# Polarisation and self-energy through the irreducible vertex

## 1. Premises and conventions

Units: $\hbar=1$, $T=0$. The label $1=(\mathbf r_1,\sigma_1,t_1)$; $1^+$ means $t_1+0^+$. Labels that appear only on the right of an equation are integrated (on a lattice, $\int d1\to\sum_{j\sigma}\int dt$).

- Hamiltonian $\hat H=\int\psi^\dagger h\,\psi+\tfrac12\iint \psi^\dagger(x)\psi^\dagger(x')\,v(x,x')\,\psi(x')\psi(x)$, with $x=(\mathbf r,\sigma)$ and $v$ symmetric and instantaneous: $v(1,2)=v(x_1,x_2)\,\delta(t_1-t_2)$.
- Non-degenerate ground state $|0\rangle$; a gapless system is the limit of closed-shell finite ones.
- A local source $\varphi(1)$ couples to $\hat n(1)=\psi^\dagger(1^+)\psi(1)$. It is set to zero after all derivatives are taken.
- $G$ has an inverse, and the map from $\varphi$ to the total potential $V$ of Section 5 is invertible.

With operators evolving under $\hat H$ and $\hat S=\exp[-i\int d3\,\varphi(3)\hat n(3)]$, define $\langle\hat A\rangle_\varphi=\langle0|T[\hat S\hat A]|0\rangle/\langle0|T\hat S|0\rangle$ and

$$G(1,2)=-i\langle\psi(1)\psi^\dagger(2)\rangle_\varphi,\qquad n(1)=\langle\hat n(1)\rangle_\varphi=-iG(1,1^+).\tag{1}$$

The sign in $n$ comes from the fermion exchange under $T$ when $\psi^\dagger$ is later: $G(1,1^+)=+i\,n(1)$.

## 2. Equation of motion

Act with $i\partial_{t_1}$ on (1). Three pieces arise.

- The step functions in $T$ give $\delta(t_1-t_2)\{\psi(x_1),\psi^\dagger(x_2)\}=\delta(1,2)$.
- The factors $S(\infty,t_1)\,\psi(1)\,S(t_1,\cdot)$ give $[\psi(1),\int\varphi\,\hat n]=\varphi(1)\psi(1)$.
- The Heisenberg equation gives $[\psi(1),\hat H]=h\psi(1)+\int dx_3\,v(x_1,x_3)\,\hat n(x_3t_1)\,\psi(1)$.

In the last term $\hat n$ stands to the left of $\psi(1)$. Under $T$ this order is kept by placing $t_3$ just after $t_1$, that is by writing $v(1^+,3)$. Hence

$$[i\partial_{t_1}-h(1)-\varphi(1)]\,G(1,2)=\delta(1,2)-i\,v(1^+,3)\,\langle\hat n(3)\psi(1)\psi^\dagger(2)\rangle_\varphi.\tag{2}$$

## 3. Schwinger's derivative

Varying $\varphi(3)$ brings down $-i\hat n(3)$ in the numerator and in the denominator of (1):

$$\frac{\delta G(1,2)}{\delta\varphi(3)}=-\langle\hat n(3)\psi(1)\psi^\dagger(2)\rangle_\varphi+i\,G(1,2)\,n(3).\tag{3}$$

Solve (3) for the four-operator average and insert it in (2). The piece $-iv\cdot iGn=+v\,n\,G$ is the Hartree term. Move it to the left and define the total classical potential

$$V(1)=\varphi(1)+v(1,3)\,n(3).\tag{4}$$

Then

$$[i\partial_{t_1}-h(1)-V(1)]\,G(1,2)=\delta(1,2)+i\,v(1^+,3)\,\frac{\delta G(1,2)}{\delta\varphi(3)}.\tag{5}$$

## 4. Self-energy

Define $\Sigma$, which excludes the Hartree term, by Dyson's equation

$$G^{-1}(1,2)=[i\partial_{t_1}-h(1)-V(1)]\,\delta(1,2)-\Sigma(1,2).\tag{6}$$

Multiplying (6) by $G$ and comparing with (5) gives $\Sigma(1,4)G(4,2)=i\,v(1^+,3)\,\delta G(1,2)/\delta\varphi(3)$. Varying $G^{-1}G=1$ gives, for any variation,

$$\delta G(1,2)=-G(1,4)\,\delta G^{-1}(4,5)\,G(5,2).\tag{7}$$

Insert (7) and multiply by $G^{-1}$ from the right:

$$\Sigma(1,2)=-i\,v(1^+,3)\,G(1,4)\,\frac{\delta G^{-1}(4,2)}{\delta\varphi(3)}.\tag{8}$$

Equation (8) is exact. It contains the bare $v$ and the response to the external source.

## 5. Change of variable from $\varphi$ to $V$

Define

$$\epsilon^{-1}(1,2)=\frac{\delta V(1)}{\delta\varphi(2)},\quad \chi(1,2)=\frac{\delta n(1)}{\delta\varphi(2)},\quad P(1,2)=\frac{\delta n(1)}{\delta V(2)},\quad W(1,2)=\epsilon^{-1}(1,3)\,v(3,2),$$

$$\Gamma(1,2;3)=-\frac{\delta G^{-1}(1,2)}{\delta V(3)}.\tag{9}$$

Equation (4) gives $\epsilon^{-1}=1+v\chi$ and the chain rule gives $\chi=P\epsilon^{-1}$. So $\epsilon^{-1}=1+vP\epsilon^{-1}$, and multiplying by $v$ from the right,

$$W(1,2)=v(1,2)+v(1,3)P(3,4)W(4,2),\qquad \chi=P+Pv\chi.\tag{10}$$

**Symmetry.** The step that led to (3) gives $\chi(1,2)=-i[\langle\hat n(1)\hat n(2)\rangle_\varphi-n(1)n(2)]$, symmetric in $1\leftrightarrow2$. Thus $W=v+v\chi v$ is symmetric, and so is $P$, since $P^{-1}=\chi^{-1}+v$.

**Irreducibility.** The chain rule gives $-\delta G^{-1}(1,2)/\delta\varphi(3)=\Gamma(1,2;4)\,\epsilon^{-1}(4,3)$ with $\epsilon^{-1}=1+vP+vPvP+\dots$ Every term in which cutting one $v$ line detaches the source point sits in $\epsilon^{-1}$. What remains, $\Gamma$ and $P$, is irreducible with respect to $v$.

## 6. Polarisation

Use $n(1)=-iG(1,1^+)$, then (7) with the variation $\delta V(2)$, then (9). The minus signs of (7) and (9) cancel:

$$\boxed{P(1,2)=-i\,\frac{\delta G(1,1^+)}{\delta V(2)}=-i\,G(1,3)\,\Gamma(3,4;2)\,G(4,1^+)}\tag{11}$$

By the symmetry of $P$, the form with the vertex at point 1, $-iG(2,3)\Gamma(3,4;1)G(4,2^+)$, is equal to (11) for the exact quantities.

## 7. Self-energy in terms of $W$ and $\Gamma$

Apply the chain rule in (8): $-\delta G^{-1}(4,2)/\delta\varphi(5)=\Gamma(4,2;3)\,\epsilon^{-1}(3,5)$. The factor $\epsilon^{-1}(3,5)\,v(5,1^+)$ is $W(3,1^+)$, so

$$\boxed{\Sigma(1,2)=i\,G(1,4)\,W(3,1^+)\,\Gamma(4,2;3)}\tag{12}$$

By symmetry $W(3,1^+)=W(1^+,3)$. Only one end of the $W$ line carries $\Gamma$: point 1 is the bare vertex inherited from (2), exactly as point 1 in (11) is the bare density operator.

## 8. Vertex equation

Differentiate (6): $\Gamma(1,2;3)=\delta(1,2)\delta(1,3)+\delta\Sigma(1,2)/\delta V(3)$. One more premise enters: $\Sigma$ depends on $V$ only through $G$, as it does order by order in the skeleton expansion. With $\delta G(4,5)/\delta V(3)=G(4,6)\Gamma(6,7;3)G(7,5)$ from (7) and (9),

$$\Gamma(1,2;3)=\delta(1,2)\delta(1,3)+\frac{\delta\Sigma(1,2)}{\delta G(4,5)}\,G(4,6)\,\Gamma(6,7;3)\,G(7,5).\tag{13}$$

Equations (6), (10), (11), (12), (13) are Hedin's set (1965).

## 9. Bare vertex

Drop $\delta\Sigma/\delta V$, so $\Gamma(1,2;3)=\delta(1,2)\delta(1,3)$. In (11) this sets $3=4=2$; in (12) it sets $4=3=2$:

$$P(1,2)=-i\,G(1,2)\,G(2,1^+),\qquad \Sigma(1,2)=i\,G(1,2)\,W(2,1^+).\tag{14}$$

With $G(t)=\int\frac{d\omega}{2\pi}e^{-i\omega t}G(\omega)$ and spatial labels suppressed,

$$P(\omega)=-i\!\int\!\frac{d\omega'}{2\pi}G(\omega+\omega')G(\omega'),\qquad \Sigma(\omega)=i\!\int\!\frac{d\omega'}{2\pi}\,e^{i\omega'0^+}G(\omega+\omega')W(\omega').\tag{15}$$

Sign test: for $W\to v$, $t_2=t_1^+$, so $G(1,2)=i\langle\psi^\dagger(x_2)\psi(x_1)\rangle$ and $\Sigma_x=-v(x_1,x_2)\langle\psi^\dagger(x_2)\psi(x_1)\rangle$, the Fock term.

First correction: the part $iW(2,1^+)\delta(1,4)\delta(2,5)$ of $\delta\Sigma(1,2)/\delta G(4,5)$ gives

$$\Gamma^{(1)}(1,2;3)=i\,W(2,1^+)\,G(1,3)\,G(3,2).\tag{16}$$

The remaining part, $iG\,\delta W/\delta G$, is of second order in $W$ because $\delta W=W\,\delta P\,W$. Inserted in (12), (16) yields the crossed (second-order exchange) diagram $-G(1,4)G(4,3)G(3,2)W(3,1)W(2,4)$.

## 10. Range of validity

**Exact relations.** Equations (11) and (12) need only the premises of Section 1. They hold for any strength of $v$ and in any dimension, and with a change of contour at finite temperature. They assume a two-body instantaneous interaction and a state without anomalous averages $\langle\psi\psi\rangle$. Equation (13) needs in addition a single-valued differentiable $\Sigma[G]$, which perturbation theory supplies but does not guarantee at strong coupling.

**Ward identity.** A uniform $\delta\varphi(t)=\dot\Lambda(t)$ couples to the conserved particle number. It leaves $n$ unchanged, so $\delta V=\delta\varphi$, and it maps $G^{-1}(1,2)\to e^{-i\Lambda(t_1)}G^{-1}(1,2)e^{i\Lambda(t_2)}$. For $\delta V\propto e^{-i\nu t}$ in a translationally invariant system, the first-order change gives

$$\Gamma(k;\omega+\nu,\omega;q=0)=\frac{G^{-1}(k,\omega+\nu)-G^{-1}(k,\omega)}{\nu}=1-\frac{\Sigma(k,\omega+\nu)-\Sigma(k,\omega)}{\nu}.\tag{17}$$

For $\nu\to0$ at a quasiparticle energy this is $1-\partial_\omega\Sigma=1/Z$. The bare vertex satisfies (17) only for a static $\Sigma$. Since $iGW$ is dynamic, (14) with a dressed $G$ violates (17) by $1/Z-1$.

**Size of the dropped term.** By (16) the relative correction is of order $WGG$, with no sum over spin. The bubble insertion $vP$ has the same order in the interaction, and carries the spin multiplicity $N_s$ of a closed loop. For a contact interaction the ratio of the two is $1/N_s$, which is $1/2$ for electrons. The bare vertex singles out the leading terms only if bubbles are enhanced, by large $N_s$ or by a $v(q)$ that is large at small $q$.

**One dimension.** The bubble diverges logarithmically at $q=2k_F$, and the interacting metallic chain is a Luttinger liquid with $Z=0$. Then (14) and low-order vertices serve only at weak coupling, away from $2k_F$ and at energies not too close to the Fermi level.

## 11. Illustration: quarter-filled chain

Model: $\varepsilon_k=-2t\cos k$, lattice constant 1, $L$ sites, $n=1/2$ electron per site, $n_\sigma=1/4$, $k_F=\pi/4$. Interaction $v=U\delta_{jj'}$ for all spin pairs, which gives $\hat H_{\rm int}=U\sum_j\hat n_{j\uparrow}\hat n_{j\downarrow}$ because $c_{j\sigma}c_{j\sigma}=0$. The value $U=t$ is illustrative, and all numbers are the model's.

**Static terms.** $V_H=Un=U/2$ and $\Sigma_x=-Un_\sigma=-U/4$ sum to the rigid shift $U/4$. The Hartree–Fock $G$ has unchanged occupations $f_k$ and energy differences. It is used below.

**Bubble per spin.** From (15), by contour integration and inversion symmetry, with $\Delta=\varepsilon_{k'+q}-\varepsilon_{k'}$,

$$p(q,\omega)=\frac1L\sum_{k'}f_{k'}(1-f_{k'+q})\left[\frac1{\omega-\Delta+i0^+}-\frac1{\omega+\Delta-i0^+}\right].\tag{18}$$

At $\omega=0$ use $\Delta=4t\sin(q/2)\sin(k'+q/2)$ and $\int dx/\sin x=\ln|\tan(x/2)|$:

$$p(q,0)=-\frac{1}{4\pi t\sin(q/2)}\ln\left|\frac{\tan(q/4+k_F/2)}{\tan(q/4-k_F/2)}\right|.\tag{19}$$

Limits: $p(q\to0,0)=-1/(2\pi t\sin k_F)$, minus the density of states per spin, and $p(\pi,0)=-\ln(1+\sqrt2)/(2\pi t)$.

**Ladder vertex.** Keep the kernel $iv$ in (13); this is exact to first order in $U$. The contact $v$ makes $\Gamma(1,2;3)=\delta(1,2)\gamma(1,3)$, diagonal in spin, with $\gamma(1,3)=\delta(1,3)+iU\,G(1,6)G(6,1^+)\gamma(6,3)$. Since $p=-iGG$, this reads $\gamma=1-Up\gamma$. With $P$ and $\chi$ summed over both spin labels, (10) and (11) give

$$\gamma=\frac1{1+Up},\quad P=\frac{2p}{1+Up},\quad \chi=\frac{P}{1-UP}=\frac{2p}{1-Up},\quad W\gamma=\frac{U}{1-Up}.\tag{20}$$

The bare vertex gives $P=2p$, $\chi=2p/(1-2Up)$ and $W=U/(1-2Up)$. To first order $\chi=2p+2Up^2$ with the vertex and $2p+4Up^2$ without: the vertex removes the same-spin scattering that the Pauli principle forbids, half of the effect. As $p(0,\nu)=0$ for $\nu\ne0$, $\gamma(0,\nu)=1$, in line with (17) for static $\Sigma_x$. The ladder has a pole at $U|p|=1$. With $q=2k_F+\delta$, (19) gives $|\delta|\approx4\exp(-4\pi t\sin k_F/U)=5.5\times10^{-4}$ at $U=t$; on approach to this window the ladder fails.

**Self-energy at order $U^2$.** Equation (12) becomes (15) with $W\to W\gamma$. The second-order part is $cU^2p$, with $c=2$ (bare vertex) or $c=1$ (with vertex). Contour integration with (18), $\varepsilon$ including the shift, gives

$$\Sigma^{(2)}(k,\omega)=\frac{cU^2}{L^2}\sum_{q,k'}f_{k'}(1-f_{k'+q})\left[\frac{1-f_{k+q}}{\omega-\varepsilon_{k+q}-\Delta+i0^+}+\frac{f_{k+q}}{\omega-\varepsilon_{k+q}+\Delta-i0^+}\right].\tag{21}$$

For large $\omega$ the bracket tends to $1/\omega$, so $\Sigma^{(2)}\to cU^2n_\sigma(1-n_\sigma)/\omega$. The exact tail follows from the moments of the spectral function. With $[c_{j\sigma},\hat H_{\rm int}]=U\hat n_{j\bar\sigma}c_{j\sigma}$ and $\hat n_{j\bar\sigma}^2=\hat n_{j\bar\sigma}$, and the unshifted $\varepsilon_k$,

$$M_1=\langle\{[c_k,\hat H],c_k^\dagger\}\rangle=\varepsilon_k+Un_{\bar\sigma},\qquad M_2=\langle\{[c_k,\hat H],[\hat H,c_k^\dagger]\}\rangle=\varepsilon_k^2+2\varepsilon_kUn_{\bar\sigma}+U^2n_{\bar\sigma}.$$

Matching $G=1/\omega+M_1/\omega^2+M_2/\omega^3+\dots$ to $1/(\omega-M_1-\Sigma_1/\omega)$ gives $\Sigma_1=M_2-M_1^2=U^2n_{\bar\sigma}(1-n_{\bar\sigma})=0.1875\,U^2$ for any $U$. The case $c=1$ reproduces it. The bare vertex gives $0.375\,U^2$ at this order, too large by a factor of 2.

**Exact test on the ring $L=4$, one electron per spin.** This is the smallest closed-shell quarter-filled case: $\varepsilon_k=-2t,0,0,2t$, only $k=0$ filled, and (18) gives $p(\pi,0)=-1/(8t)$. In the sector of total momentum 0 the pair states $|k\uparrow,-k\downarrow\rangle$ have energy $2\varepsilon_k$ and are all coupled by $U/L$. The amplitudes are $a_k=1/(E_0-2\varepsilon_k)$ with $\sum_ka_k=L/U$, that is $E_0^3-16t^2E_0=U(E_0^2-8t^2)$. At $U=t$ the lowest root is $E_0=-3.7853\,t$. The operator $\hat A=\sum_j(-1)^j\hat n_j$ leads to total momentum $\pi$, where $\varepsilon_k+\varepsilon_{\pi-k}=0$: the uniform combination has energy $U$, the other three have energy 0. $\hat A$ produces amplitudes $a_k+a_{k-\pi}$, equal to $x=a_0+a_\pi$ twice and $y=2a_{\pi/2}$ twice. The weight is $(x+y)^2$ on the uniform state and $2x^2+2y^2-(x+y)^2=(x-y)^2$ on the rest. From $\chi=-\frac2L\sum_m|\langle m|\hat A|0\rangle|^2/(E_m-E_0)$,

$$\chi_{\rm exact}(\pi,0)=-\frac{2}{L\sum_ka_k^2}\left[\frac{(x+y)^2}{U-E_0}+\frac{(x-y)^2}{-E_0}\right]=-\frac1{4t}+\frac{U}{32t^2}+O(U^2).\tag{22}$$

The slope $1/(32t^2)$ equals $2p^2$, as (20) requires; the bare vertex gives $1/(16t^2)$.

Static values at $U=t$, with $p$ and $\chi$ in units of $1/t$:

| system, $q$ | $p$ | $\gamma$ | $2p$ | $\chi$, bare vertex | $\chi$, ladder | $\chi$, exact |
|---|---|---|---|---|---|---|
| chain, $q\to0$ | $-0.225$ | $1.290$ | $-0.450$ | $-0.310$ | $-0.367$ | not computed |
| chain, $\pi$ | $-0.140$ | $1.163$ | $-0.281$ | $-0.219$ | $-0.246$ | not computed |
| ring, $\pi$ | $-0.125$ | $1.143$ | $-0.250$ | $-0.200$ | $-0.222$ | $-0.231$ |

On the ring the interaction lowers $|\chi|$ by $0.0188/t$ exactly, by $0.0278/t$ in the ladder and by $0.0500/t$ with the bare vertex. The errors are $0.0090/t$ (3.9 % of $|\chi_{\rm exact}|$) and $0.0312/t$ (13 %). The ladder error, from terms of order $U^2$ and higher in $G$ and in the kernel, is still about half of the interaction effect itself. The chain entries are therefore values of the two approximations, and the ladder ones should not be read as the model's response to better than several per cent. The exact irreducible polarisation of the ring, $P=\chi/(1+U\chi)=-0.301/t$, compares with $-0.286/t$ (ladder) and $-0.250/t$ (bare vertex); it contains the dressing of $G$ as well as $\Gamma$.

The same Hamiltonian can be written with $v_{\sigma\sigma'}=U(1-\delta_{\sigma\sigma'})$. Then (16) vanishes at first order in $U$, and the bare vertex gives $\chi=2p/(1-Up)$ and $c=1$. The exact equations (11) and (12) give the same $G$ and $\chi$ for both choices; the truncation (14) does not.